Question

I have a force-constant model for sodium (bcc) and want the phonon density of states g(ν). A histogram of eigenfrequencies on a q mesh is noisy unless the mesh is huge. The Gilat-Raubenheimer scheme is said to fix this by extrapolating each frequency linearly inside a small cube, but I only find the piecewise area formula quoted. Where does it come from, how do I get the gradient without finite differences, why is the mesh shifted, and when does the scheme fail?

Answer

The method (Gilat and Raubenheimer, 1966) replaces each constant-frequency surface inside a small cube by a plane, so that the contribution of the cube becomes the area of a plane section, which is known in closed form.

1. Premises and conventions

The crystal is harmonic, with one atom of mass M per primitive cell and cubic lattice constant a. The wave vector q is in units of 2π/a and the frequency ν = ω/2π in THz. D(q) is the Hermitian dynamical matrix, D e = ω² e with e†e = 1. I write K = M D (in N/m) with eigenvalues λ, so that ν² = κλ and κ = 1/(4π²M). The density of states per atom is

g(ν) = (1/Ω) Σ_j ∫_BZ δ(ν − ν_j(q)) d³q,  (1)

with Ω the zone volume and j = 1, 2, 3, so ∫ g dν = 3. The one approximation is that ν_j(q) is linear in q across a cube. The gradient v = ∇ν is in THz per (2π/a), and the group velocity ∂ω/∂k is a·v. In terms of ω every formula keeps its form.

2. The mesh

The reciprocal lattice of bcc consists of the integer vectors (h, k, l) with h + k + l even, and Ω = 2. The cube |q_i| ≤ 1 is its conventional cell, of volume 8, or four zones. A periodic function has the same average over this cell as over the zone. The mirrors q_i → −q_i make its eight octants equivalent, so the average over the octant 0 ≤ q_i ≤ 1, of volume 1, is enough. Cut the octant into N³ cubes of half-side b = 1/(2N), with centres

q0 = (n1, n2, n3)/(2N),  n_i odd, N even.

Then (1) becomes, still exactly,

g(ν) = Σ_j Σ_cubes ∫_cube δ(ν − ν_j(q0 + x)) d³x.  (2)

This mesh is shifted by (b, b, b) from one that contains Γ. No centre has an integer coordinate, so none falls on Γ, H, N, on the line Γ-H where the transverse modes are degenerate, or on the mirror planes where a Cartesian component of v vanishes by symmetry. Even N also keeps the triply degenerate point P = (½, ½, ½) off the mesh.

The six permutations of the coordinates, combined with maps such as (q1, q2, q3) → (1 − q1, 1 − q2, q3), which is a double mirror followed by the lattice vector (1, 1, 0), form 24 operations that send the octant and the mesh onto themselves. They only permute the components of v and flip their signs. One therefore diagonalises in the wedge q1 ≥ q2 ≥ q3, q1 + q2 ≤ 1 and multiplies by a multiplicity m. It is 24 for a general centre, 12 for one on a diagonal mirror plane (q_i = q_k or q_i + q_k = 1), and 4 for one on a body diagonal of the octant.

3. The gradient

Take a non-degenerate branch and differentiate D e = ω² e with respect to q_i:

(∂_i D) e + D ∂_i e = (∂_i ω²) e + ω² ∂_i e.

Multiply from the left by e†. Since D is Hermitian, e†D = ω² e†, so the two terms with ∂_i e cancel, and e†e = 1 leaves the Hellmann-Feynman result

2ω ∂_i ω = e† (∂_i D) e,  or  v_i = κ e† (∂_i K) e / (2ν).  (3)

For a force-constant model ∂_i K is known analytically, so one diagonalisation per cube yields all frequencies and all gradients.

4. Linear extrapolation turns the integral into an area

Put ν_j(q0 + x) ≈ ν0 + v·x with v = |v| l and l a unit vector. With δ(c t) = δ(t)/|c|,

∫_cube δ(ν − ν0 − |v| l·x) d³x = S(w)/|v|,  w = (ν − ν0)/|v|,

S(w) = ∫_cube δ(w − l·x) d³x.  (4)

Choose the coordinate t = l·x along the normal and two coordinates across it. The δ function removes the t integral, so S(w) is the area of the section of the cube by the plane at distance w from its centre. The cube is invariant under x → −x, so S is even and w may be replaced by |ν − ν0|/|v|. It is also invariant under sign changes and permutations of the axes, so the components of l may be replaced by their moduli, ordered as l1 ≥ l2 ≥ l3 ≥ 0.

5. The area

Let l3 > 0 first. For any function f(t), integrate f‴(l·x) over one coordinate at a time. The x1 integral gives [f″ at x1 = +b minus f″ at x1 = −b]/l1, and x2 and x3 act likewise. After three steps

∫_cube f‴(l·x) d³x = (1/l1l2l3) Σ_σ σ1σ2σ3 f(b σ·l),

where σ_i = ±1 labels the eight corners. Choose f(t) = ½ (t − w)₊², where (u)₊ = max(u, 0). Then f′ = (t − w)₊, f″ is the unit step and f‴ = δ(t − w), so

S(w) = (1/2l1l2l3) Σ_σ σ1σ2σ3 (b σ·l − w)₊².  (5)

For w ≥ 0 only corners with b σ·l > w contribute. The corners (−+−), (−−+) and (−−−) have σ·l ≤ 0 by the ordering and never do. The others lie at

w4 = b(l1 + l2 + l3), corner (+++), sign +
w3 = b(l1 + l2 − l3), corner (++−), sign −
w2 = b(l1 − l2 + l3), corner (+−+), sign −
w1 = b|l1 − l2 − l3|, corner (+−−) with sign + if l1 ≥ l2 + l3, otherwise corner (−++) with sign −.

The ordering gives w1 ≤ w2 ≤ w3 ≤ w4. Move the plane inward from the far corner and add one term at each w_k. For w ≥ w4, S = 0.

For w3 ≤ w ≤ w4 one corner contributes and the section is a triangle:

S = (w4 − w)²/(2 l1l2l3).  (6a)

For w2 ≤ w ≤ w3, (w4 − w)² − (w3 − w)² = (w4 − w3)(w4 + w3 − 2w) = 2b l3 · 2[b(l1 + l2) − w], a quadrilateral:

S = 2b[b(l1 + l2) − w]/(l1l2).  (6b)

For w1 ≤ w ≤ w2 subtract also (w2 − w)² = b²(1 − 2l1l2 + 2l1l3 − 2l2l3) − 2bw(l1 − l2 + l3) + w², where l1² + l2² + l3² = 1 has been used. The sum in (5) is then b²(2l1l2 + 2l1l3 + 6l2l3) + 2bw(l1 − l2 − l3) − w² − b², a pentagon:

S = [b²(l1l2 + l1l3 + 3l2l3) + bw(l1 − l2 − l3) − (w² + b²)/2]/(l1l2l3).  (6c)

For 0 ≤ w ≤ w1 there are two cases. In both, w1² = b²(1 − 2l1l2 − 2l1l3 + 2l2l3). If l1 ≥ l2 + l3, add (w1 − w)² = w1² − 2bw(l1 − l2 − l3) + w². Everything cancels except 8b² l2l3, and the section is a parallelogram whose projection along the first axis is a full face:

S = 4b²/l1.  (6d)

If l1 < l2 + l3, subtract (w1 − w)² = w1² + 2bw(l1 − l2 − l3) + w². The terms linear in w cancel, the sum is 4b²(l1l2 + l1l3 + l2l3) − 2b² − 2w², and the section is a hexagon:

S = [2b²(l1l2 + l1l3 + l2l3) − w² − b²]/(l1l2l3).  (6e)

Each added term vanishes with its slope at its own w_k, so S and dS/dw are continuous for l3 > 0. From (4), ∫ S dw = 8b³, the volume of the cube, and ∫ w² S dw = ∫ (l·x)² d³x = 8b³ · b²/3. As l3 → 0 the intervals of (6a) and (6c) shrink to zero width, (6d) and (6b) remain finite, and code should switch to those two. Inserting (4) in (2),

g(ν) ≈ Σ_j Σ_wedge m S(|ν − ν0|/|v|)/|v|.  (7)

Each cube and branch deposits exactly m·8b³ states, so ∫ g dν = 3 holds for any N, spread over ν0 ± |v|w4 instead of dropped into one bin. That is the whole gain over the histogram.

6. What is neglected, and the range of validity

The next term is ½ x·H·x with H_ik = ∂_i∂_k ν. Differentiating ν² = κλ twice and using second-order perturbation theory for λ,

H_ik = κ ∂_i∂_k λ/(2ν) − v_i v_k/ν,
∂_i∂_k λ = e†(∂_i∂_k K)e + 2 Re Σ_j′ [e†(∂_i K)e′][e′†(∂_k K)e]/(λ − λ′),

with j′ running over the other branches. The planes represent the true surfaces when b‖H‖ ≪ |v|. For a smooth function F(ν), the exact cube average of F exceeds the linear one by F′(ν0)⟨½ x·H·x⟩ = F′(ν0)(b²/6)∇²ν. The terms cubic in x average to zero over the cube, so the remainder is of order b⁴. The states of a cube are thus misplaced by (b²/6)∇²ν on average, and smooth averages over g converge as 1/N² wherever the branch is smooth.

One such average can be settled exactly. Because S is even, (7) gives per mode ⟨ν²⟩ = ⟨ν0²⟩ + (b²/3)⟨|v|²⟩ with averages over the mesh. The sum of ν0² over branches is κ tr K, a finite trigonometric polynomial for finite-range forces, which a fine enough mesh averages exactly. The scheme therefore overestimates the second moment by (b²/3)⟨|v|²⟩.

The condition fails in four places. (i) Critical points, v → 0: the cube gives a spike of fixed weight and width 2|v|w4, while the true spread is of order b²‖H‖. Van Hove singularities are resolved only to that scale, and states can spill above the true band edge by a similar amount. (ii) Near Γ, where ν ∝ |q| and ‖H‖ ~ |v|/|q|, so the cubes next to Γ are never linear. The fraction of such cubes falls as 1/N³. (iii) Degeneracies that the shift does not remove: the 4N centres on the body diagonals (lines Γ-P and P-H), a fraction 4/N², carry a transverse doublet. There (3) is replaced by the 2×2 matrix e_a†(x·∇K)e_b, whose eigenvalues in general form a cone and no pair of planes. One may give both modes the mean gradient, from half the trace of that matrix, or subdivide those cubes. (iv) Avoided crossings, where small λ − λ′ makes H large. A true crossing inside a cube does no harm, since each mode is extrapolated from its own eigenvector and no sorting of branches between mesh points is needed. The result is the harmonic g(ν) of the given force constants and holds no anharmonic linewidth.

7. Numbers: Na, N = 10

Take Born-von Kármán spring constants for two shells. The eight neighbours at (a/2)(σ1, σ2, σ3) have diagonal constant α1 and off-diagonal constants β1σ_iσ_k. The six at a(±1, 0, 0) and permutations have α2 along the bond and β2 across it. With K_ik = Σ_R k_ik(R)[1 − cos(2π q·R/a)], c_i = cos πq_i and s_i = sin πq_i, the sums over signs give

K_xx = 8α1(1 − c1c2c3) + 2α2(1 − cos 2πq1) + 2β2(2 − cos 2πq2 − cos 2πq3),
K_xy = 8β1 s1s2c3,

and the rest by permutation. As approximate inputs take α1 = 1.18, β1 = 1.32, α2 = 0.47, β2 = 0.10 N/m and M = 22.99 u, so κ = 0.6635 THz² per N/m. The constants are chosen so that the spectrum has the typical width for sodium. At H the model has λ = 16α1 and ν = 3.54 THz. Forces in a metal reach further than two shells, so all numbers below are the model's.

For N = 10, b = 0.05 and the octant holds 1000 cubes. Counting odd triples in the wedge gives 70 centres: 10 with m = 4, 40 with m = 12 and 20 with m = 24. The degenerate centres are 4 % of the mesh. Take the general centre q0 = (0.45, 0.25, 0.15), m = 24. In N/m,

K_xx = 10.626, K_yy = 9.922, K_zz = 9.487, K_xy = 6.571, K_xz = 3.348, K_yz = 0.530,

with eigenvalues 3.065, 9.148, 17.822 N/m, or ν0 = 1.426, 2.464, 3.439 THz. For the top branch e = (0.716, 0.617, 0.327). The derivatives follow from ∂c_i/∂q_i = −πs_i and ∂s_i/∂q_i = πc_i, and give e†(∂_i K)e = (19.00, 19.94, 4.59) N/m. By (3),

v = (1.833, 1.924, 0.443), |v| = 2.694 THz per (2π/a),

and after sorting l = (0.714, 0.680, 0.164). Here l2 + l3 = 0.845 > l1, the hexagon case (6e). The contribution Δg = 24 S/|v| of this star of cubes is:

point, |ν − ν0| (THz), S/b², Δg (per THz per atom)
centre, 0, 5.39, 0.120
w1, 0.0176, 5.17, 0.115
w2, 0.0267, 4.93, 0.110
w3, 0.1657, 0.68, 0.015
w4, 0.2100, 0, 0

It is nearly a triangle, 0.42 THz wide at the base, of area 24·8b³ = 0.024 states per atom. A histogram would put all of that into a single bin.

The size of the neglected term comes from diagonalising at the two extreme corners. At (0.5, 0.3, 0.2) the top frequency is 3.573 THz against the linear 3.649, and at (0.4, 0.2, 0.1) it is 3.156 against 3.229. The part even in x, the mean of the two exact values minus ν0, is −0.075 THz, or 0.36 of the linear half-width. So the table is the exact output of the linear scheme, but on this mesh the edges of the profile are misplaced by a third of its half-width, and its shape is good to one figure at best. The ratio scales as b and would be about 0.09 at N = 40. Smooth averages fare much better. The mesh averages of c1c2c3 and cos 2πq_i vanish for N ≥ 2, so the exact second moment per mode is κ(8α1 + 2α2 + 4β2) = 7.15 THz². The spurious addition b²|v|²/3 for this mode is 0.0060 THz², which is 0.05 % of its ν0² = 11.83 THz².

The same mesh and matrix serve tungsten, the bcc contact metal of chip wiring. With approximate inputs α1 = 23, β1 = 19, α2 = 47, β2 = −1 N/m and M = 183.84 u, chosen likewise for a spectrum of typical width (5.53 THz at H in the model), the top branch at the same centre has ν0 = 5.87 THz, v = (3.56, 2.85, 0.16) and l = (0.780, 0.625, 0.035). Now l2 + l3 = 0.660 < l1, so (6d) applies. Δg has a flat top of height 24·4b²/(l1|v|) = 0.067 per THz per atom out to ±0.028 THz and reaches zero at ±0.33 THz. At the corner (0.5, 0.3, 0.2) the model's frequency is 6.10 THz against the linear 6.20, so N = 10 is about as coarse for this model as for the sodium one.